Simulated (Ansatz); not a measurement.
From the elastic tensor of Ir at 11 GPa (stress–strain coefficients) to moduli and sound speeds

The calculation used Ansatz, DFT PBEsol, scalar-relativistic, plane waves, PAW. Cutoff 420 eV, 20×20×20 k-points (Γ-centred), Fermi-Dirac smearing of 0.15 eV. No spin polarisation.

The structure is cubic, space group Fm-3m (No. 225). The conventional cell has a = 3.798 Å, b = 3.798 Å, c = 3.798 Å, α = 90.00°, β = 90.00°, γ = 90.00°. Ir (site symmetry m-3m) is surrounded by 12 Ir at 2.69 Å.

In a metal, frequencies and elastic constants depend on the k mesh and the smearing, soft modes and shear constants most. Spin–orbit coupling is left out, which can shift energies with elements as heavy as these.

Relaxed-ion constants (GPa, on the Cartesian axes of the calculation):
```
714.2 299.2 299.2   0.0   0.0   0.0
299.2 714.2 299.2   0.0   0.0   0.0
299.2 299.2 714.2   0.0   0.0   0.0
  0.0   0.0   0.0 313.8   0.0   0.0
  0.0   0.0   0.0   0.0 313.8   0.0
  0.0   0.0   0.0   0.0   0.0 313.8
```

Density 23.302 g/cm³; 1 atom in 13.70 Å³.

The values that follow are for a polycrystal of randomly turned grains, by Hill's mean where one number stands.

With S = C⁻¹: B_V = (C11+C22+C33+2(C12+C13+C23))/9, G_V = (C11+C22+C33−C12−C13−C23+3(C44+C55+C66))/15, 1/B_R = S11+S22+S33+2(S12+S13+S23), 15/G_R = 4(S11+S22+S33−S12−S13−S23)+3(S44+S55+S66); Hill is their mean. Then v_l = √((B+4G/3)/ρ), v_t = √(G/ρ), v_m = [(2/v_t³+1/v_l³)/3]^(−1/3) and Θ = (ħ/k_B)·v_m·(6π²n/V)^(1/3) for n atoms in the volume V; E = 9BG/(3B+G), ν = (3B−2G)/(2(3B+G)) and A^U = 5G_V/G_R + B_V/B_R − 6.

```
Bulk modulus, Voigt / Reuss / Hill          : 437.6 / 437.6 / 437.6 GPa
Shear modulus, Voigt / Reuss / Hill         : 271.3 / 260.4 / 265.9 GPa
Young's modulus                             : 663 GPa
Poisson ratio                               : 0.247
Pugh ratio B/G                              : 1.65
Universal anisotropy index                  : 0.21
Longitudinal and transverse sound speeds    : 5830 and 3378 m/s
Debye temperature from the mean sound speed : 466 K
```

Cost: 1 run of about 0.62 core-minutes, on Intel Xeon 6975P-C (Granite Rapids) (shared hosts).

Iridium at this pressure resists shear almost as strikingly as it resists compression. The stiffness comes from the 5d band: its extended orbitals overlap strongly, and at this filling the bonding states are largely occupied while many antibonding ones remain empty. C12 lies below C44, whereas purely central pair forces under compression would put it above. This points to angular, many-body contributions from the d electrons, unlike the nearly isotropic electron-gas cohesion of simple metals. The cubic shear constant C44 also exceeds (C11 − C12)/2, so Young's modulus is largest along ⟨111⟩ and smallest along ⟨100⟩. The sound speeds and Debye temperature remain moderate for such a stiff solid because the atoms are heavy.

The tensor meets the conditions for elastic stability of the fcc lattice against small homogeneous strains, but doesn't exclude instabilities at finite wavevector. The low Pugh ratio fits iridium's known tendency to brittle fracture, though it can't establish the cause, which also depends on dislocation motion, cleavage and grain-boundary cohesion.
